Q: I would like to tune the gap of a SnTe film by strain, and two rows of these r2SCAN calculations with spin-orbit coupling puzzle me. Epitaxial strains of +1 % and +2 % give practically the same band gap. Does the film stop responding there?

Band gaps of rocksalt SnTe (relaxed a = 6.379 Å) under strain per length, with the normal left free in the epitaxial rows; changes are relative to the unstrained cell. Ansatz 0.2.0, plane-wave PAW, r2SCAN with spin-orbit coupling at r2SCAN geometries, 500 eV cutoff, 8×8×8 k mesh. Gaps are the least over the mesh and additional named k points.

```
 strain kind  strain (%)  band gap (eV)  band gap change (eV)  least direct gap change (eV)  gap kind
epitaxial xy          -4          0.047                -0.033                         0.187  indirect
epitaxial xy          -3          0.200                 0.120                         0.180  indirect
epitaxial xy          -2          0.190                 0.109                         0.156  indirect
epitaxial xy          -1          0.155                 0.074                         0.074    direct
epitaxial xy           1          0.022                -0.058                        -0.058    direct
epitaxial xy           2          0.023                -0.058                        -0.058    direct
epitaxial xy           3          0.057                -0.024                        -0.024    direct
epitaxial xy           4          0.085                 0.004                         0.004    direct
 hydrostatic          -4          0.319                 0.238                         0.278  indirect
 hydrostatic          -3          0.286                 0.205                         0.251  indirect
 hydrostatic          -2          0.240                 0.159                         0.203  indirect
 hydrostatic          -1          0.178                 0.098                         0.106  indirect
 hydrostatic           1          0.017                -0.063                        -0.063    direct
 hydrostatic           2          0.107                 0.026                         0.026    direct
 hydrostatic           3          0.189                 0.108                         0.108    direct
 hydrostatic           4          0.262                 0.182                         0.182    direct
```

A: It keeps responding, but the table prints only the size of the gap and not the order of the two states that bound it. Between those rows the gap closes and opens again with the states exchanged. If a gap in the exchanged, or inverted, order is counted as negative, it goes from −0.022 eV at +1 % to +0.023 eV at +2 %. That is a rise of 0.045 eV, hidden behind two almost equal entries.

Q: Which states are these, and why should stretching exchange them?

A: In all the stretched rows both edges lie at the point L of the Brillouin zone, which belongs to the [111] directions of the crystal. One state is mainly Te 5p, pushed up by its antibonding overlap with Sn 5s; the other is mainly Sn 5p. In the normal order, that of PbTe, the Te state is the filled one below. In SnTe the push from Sn 5s is strong enough to lift it above the Sn state, and this inversion is well established for the compound. Stretching weakens the overlap, so the Te state sinks back. The two states have opposite parity at L and therefore cannot mix there, which lets the gap pass through zero.

Q: Could the film at +1 % not be in the normal order already?

A: The steps speak against it. With the closing placed between +1 % and +2 %, the signed gap rises by 0.059 eV in the first per cent of stretch and by 0.045 eV in the second, and the later steps go on shrinking gently. With the closing placed before +1 %, the same two steps would be 0.103 and 0.001 eV, a jump followed by a standstill. This supports the order I gave, although a symmetry label of the states would be the direct test.

Q: Then is there a simple rule for the signed gap?

A: To first order it follows the volume. A state at L responds to the change of volume and to the stretch along its own [111] axis. For strains ε along the three cube axes that stretch is

strain along [111] = (ε_x + ε_y + ε_z)/3

which is one third of the relative change of volume. It is the same for all four L points, whether the strain is hydrostatic or epitaxial. A film should therefore have the L gap of a hydrostatically strained crystal of equal volume.

Q: How much volume does a film gain?

A: About two thirds of what the same hydrostatic strain gives, because two directions are stretched and the third hardly reacts. The thickness shrinks by only 0.07 % for each per cent of in-plane stretch. The Sn–Te bonds run along the cube axes and use a separate p orbital for each axis, so that stretching two sets of bonds disturbs the third very little. Around zero strain the signed gap of the film indeed changes 0.65 times as fast as under hydrostatic strain, where volume alone predicts 0.64.

Q: Does the rule survive a large stretch?

A: Take the film at +4 %, whose thickness shrinks by 0.3 % in the calculation. Its volume and the hydrostatic strain of equal volume are

volume ratio = 1.04 × 1.04 × 0.997 = 1.078
equal-volume strain = 1.078^(1/3) − 1 = 2.5 %

This lies halfway between the hydrostatic rows at +2 % and +3 %, so the rule predicts

gap ≈ (0.107 + 0.189)/2 ≈ 0.15 eV

The table has 0.085 eV, little more than half of that. Only the thickness of the film entered the estimate, not its gap, so this is a real break of the volume rule.

Q: What does the rule leave out?

A: The change of shape. The film is no longer cubic, and its p orbitals in the plane differ from those along the normal. The new shape lets p orbitals along [111] mix with those perpendicular to that axis. The Te state is expected to point mainly along [111] and is the highest of the Te p levels at L; the Sn state is expected to be mainly perpendicular, blended by spin-orbit coupling, and is the lowest of the Sn p levels. Mixing within each set therefore pushes the Te state up and the Sn state down, which narrows the gap in the normal order and widens it in the inverted one. These rows hold no orbital weights, so they do not show how far each state moves.

Q: Can one see that in the numbers, or is it only an argument?

A: The mixing is an argument, but it makes a prediction that the numbers can answer. A push by mixing grows as the square of the distortion, so it should be slight at 1 % and grow quickly afterwards. Between +2 % and +4 % the square of the distortion grows 4.0 times, and the shortfall against the volume rule grows 3.5 times. Compression shifts the gap the same way: at −2 % the gap on the mesh, which is the gap at L there, is 0.246 eV in the inverted order against 0.217 eV from volume alone. This fits the mixing but does not prove it, since any effect of shape without a linear term would grow in much the same way. The printed output after this text makes the comparison for every row, with the L gaps of the hydrostatic series interpolated to equal volume and no constant adjusted to the films. From −2 % down its signed gap no longer lies at L, so for the films at −2 % and −3 % the gap on the mesh is the one to compare.

Q: So at what strain would my film have no gap?

A: In these calculations at about 1.5 %, against 0.8 % for hydrostatic stretching. Volume alone would put the film at 0.83/0.64 = 1.3 %, and the change of shape delays the closing a little further. All these strains are counted from the relaxed lattice of the calculation, which is about 1 % longer than the measured one, a rough recalled figure. Counted from the measured lattice, the closing would come correspondingly later.

Q: On the compressed side I expected the gap to grow steadily, since the inversion deepens. Why does it level off?

A: At L it does keep growing at first, but L is no longer where the bands come closest. Away from L the two states may mix, so where the inverted bands would cross they repel each other and leave a smaller gap. From −2 % onwards the least direct gap, between a filled and an empty state at the same point of the zone, sits at such a place beside L in both series. At hydrostatic −3 % it is 0.332 eV, while the states at L itself are at least 0.396 eV apart. The volume rule for L then no longer gives the gap that a measurement would find.

Q: And the film at −4 %? Its gap collapses from 0.200 to 0.047 eV within one per cent.

A: There a different part of the valence band takes over. The least direct gap changes by only 0.007 eV in that step, so the states around L are not closing. The highest filled state has moved far from L, to a point on the line from Γ to K that lies in the plane of the film, while the lowest empty state has stayed near L. The gap has become strongly indirect.

Q: Why that line, and why only in the film?

A: A cubic crystal has twelve equivalent directions of this kind, and the film separates the four in its plane from the other eight. My guess is that squeezing the plane strengthens the overlap of orbitals along those four and raises their valence states above the edge at L. This is not a full answer, because hydrostatic compression squeezes the same plane by as much; it only treats all twelve directions alike and favours none of them over the rest. The hydrostatic rows print no switch of this kind, but the extra point listed for them lies beside L, not on this line. At hydrostatic −4 % the Fermi level sits 0.016 eV above the middle of the mesh gap, as expected when other valence states stand about level with L. The switch may be near there too, and a narrow maximum is easily overlooked.

Q: How easily?

A: The regular mesh of points alone gives 0.319 eV for the film at −4 %, because both band edges lie between its points. The conduction edge beside L matters much here: at −3 %, where the valence edge found is at L and on the mesh, missing the conduction edge alone gives 0.358 instead of 0.200 eV. The top of the valence band on the line from Γ to K also lies off the mesh, although the fall of the mesh gap from 0.358 to 0.319 eV suggests that the mesh already feels its rise. The points off the mesh carry PBE labels, so they appear to have been located with that functional and only evaluated with r2SCAN. The same maximum may already stand above L at −3 % and have escaped the search, in which case the printed 0.200 eV is too large and the collapse is more gradual than it looks. A least gap taken over a finite set of points is always an upper bound.

Q: What should I settle before I design a compressed film?

A: Follow the valence band along the in-plane line from Γ to K in fine steps, for each strain between −2 % and −4 %, and compare its maximum with the edge at L. That would show at which strain the valence edge really leaves L, which is the question these rows leave open. For a stretched film the volume rule is a fair guide up to about 1 %; beyond that the change of shape has to be calculated with it. Test also whether the atoms stay on their sites. All these cells keep inversion symmetry, so they cannot show the small shift of Sn against Te that SnTe can undergo when cold. Such a shift lets the two states mix at L itself, so the gap no longer closes there; as long as the shift keeps mirror planes, the closing is expected to move to points beside L rather than to disappear.

The analysis program printed:

```
Gap of the unstrained cell in eV: 0.081
Signed direct gap against the hydrostatic L gap at equal volume (eV):
           row  signed direct gap  rise from 1 % less (0 at -4)  equal-volume hydrostatic strain %  equal-volume L gap  signed gap less equal-volume gap  direct less least gap  gap on mesh alone
  epitaxial xy             -0.268                             0                             -2.523             -0.3639                           0.09587                  0.221              0.319
  epitaxial xy             -0.261                         0.007                             -1.896             -0.2888                            0.0278                  0.061              0.358
  epitaxial xy             -0.237                         0.024                              -1.27              -0.217                             -0.02                  0.047              0.246
  epitaxial xy             -0.155                         0.082                            -0.6463             -0.1486                          -0.00641                      0              0.155
  epitaxial xy             -0.022                         0.059                             0.6397            -0.01739                         -0.004614                      0              0.022
  epitaxial xy              0.023                         0.045                              1.275             0.04257                          -0.01957                      0              0.023
  epitaxial xy              0.057                         0.034                              1.906             0.09889                          -0.04189                      0              0.057
  epitaxial xy              0.085                         0.028                              2.548              0.1529                          -0.06791                      0              0.085
   hydrostatic             -0.359                             0                                 -4              -0.553                             0.194                   0.04              0.406
   hydrostatic             -0.332                         0.027                                 -3              -0.423                             0.091                  0.046              0.396
   hydrostatic             -0.284                         0.048                                 -2              -0.301                             0.017                  0.044              0.302
   hydrostatic             -0.187                         0.097                                 -1              -0.187                                 0                  0.009              0.187
   hydrostatic              0.017                         0.098                                  1               0.017                                 0                      0              0.017
   hydrostatic              0.107                          0.09                                  2               0.107                        -1.388e-17                      0              0.107
   hydrostatic              0.189                         0.082                                  3               0.189                        -2.776e-17                      0              0.189
   hydrostatic              0.262                         0.073                                  4               0.263                            -0.001                      0              0.263
Hydrostatic rise of signed gap from -1 to 0 % in eV: 0.106
Epitaxial rise of signed gap from -1 to 0 % in eV: 0.074
Hydrostatic rise from 0 to 1 % if +1 % were still inverted in eV: 0.064
Hydrostatic rise from 1 to 2 % if +1 % were still inverted in eV: 0.124
Epitaxial rise from 0 to 1 % if +1 % were already normal in eV: 0.103
Epitaxial rise from 1 to 2 % if +1 % were already normal in eV: 0.001
Slope of signed gap between -1 and +1 %, epitaxial over hydrostatic: 0.652
Same ratio expected from volume alone: 0.643
Normal contraction per in-plane stretch, mean of -1 and +1 %: 0.071
Equal-volume miss at epitaxial +4 % over that at +2 %: 3.471
Same ratio for the square of the shape change: 3.959
Change of least gap from epitaxial -3 to -4 % in eV: -0.153
Change of least direct gap from epitaxial -3 to -4 % in eV: 0.007
Gap on mesh alone less searched gap at epitaxial -4 % in eV: 0.272
Interpolated closing strain, hydrostatic, in %: 0.8265
Interpolated closing strain, epitaxial, in %: 1.489
Least excess of the L gap over the least direct gap at hydrostatic -3 % in eV: 0.064
```
